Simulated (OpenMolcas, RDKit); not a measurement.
# How methods differ on CH4AlNO (SMILES C1[NH][AlH][O]1)

The species is CH4AlNO (8 atoms), meant as a singlet with charge 0. As SMILES, `C1[NH][AlH][O]1`. The coordinates come from a PBE0-D4/def2-TZVP relaxation.

```xyz
8

C    -0.2540    0.7620   -0.4400
N     0.5769    0.2531    0.6547
Al    0.0361   -1.3595    0.2091
O    -0.8205   -0.4291   -0.9750
H     0.3324    1.2769   -1.2135
H    -1.0525    1.4310   -0.0907
H     1.1077    0.8870    1.2215
H     0.1660   -2.8786    0.5780
```

Quantity: the HOMO–LUMO gap, in eV. The values are calculated.

| level | kind | program | value (eV) | CPU time |
| --- | --- | --- | --- | --- |
| extended Hückel | semi-empirical | RDKit | 7.68 | under 2 s |
| HF/def2-SVPD | Hartree–Fock | OpenMolcas | 11.71 | 17 s |
| SVWN5/def2-SVPD | LDA | OpenMolcas | 4.40 | 35 s |
| BLYP/def2-SVPD | GGA | OpenMolcas | 4.41 | 50 s |
| M06-L/def2-SVPD | meta-GGA | OpenMolcas | 5.14 | 60 s |
| B3LYP/def2-SVPD | global hybrid | OpenMolcas | 6.03 | 45 s |
| B2PLYP/def2-SVPD | double hybrid | OpenMolcas | 8.62 | 37 s |

The values span 4.40 to 11.71 eV. Orbital gaps aren't excitation energies, and those of double hybrids come from the SCF part alone; they tend to grow with the share of exact exchange. CPU times are rough (shared hosts, several kinds of processor): they show what a rung costs within a factor of a few.

The gap depends far more on the treatment of exchange than on the density gradient: SVWN5 and BLYP agree almost exactly, at 4.40 and 4.41 eV, while B3LYP, B2PLYP and Hartree–Fock open it progressively to 11.71 eV. In Hartree–Fock an occupied orbital doesn't interact with its own electron, whereas an empty one feels the field of all the electrons and is pushed up; a semilocal potential makes no such distinction. M06-L shows that exact exchange isn't the only route to a wider gap, since it reaches 5.14 eV without any. The extended Hückel value falls between the two hybrids, but it reflects empirical parameters, so this closeness is no validation.

Chemically, the frontier pair probably consists of nitrogen and oxygen lone-pair character in the HOMO and a largely aluminium-centred p orbital in the LUMO, as expected for an electron-deficient, three-coordinate aluminium centre beside π donors. Without a measured or calculated ionisation energy and electron affinity, the spread can't show which level best describes the fundamental gap.
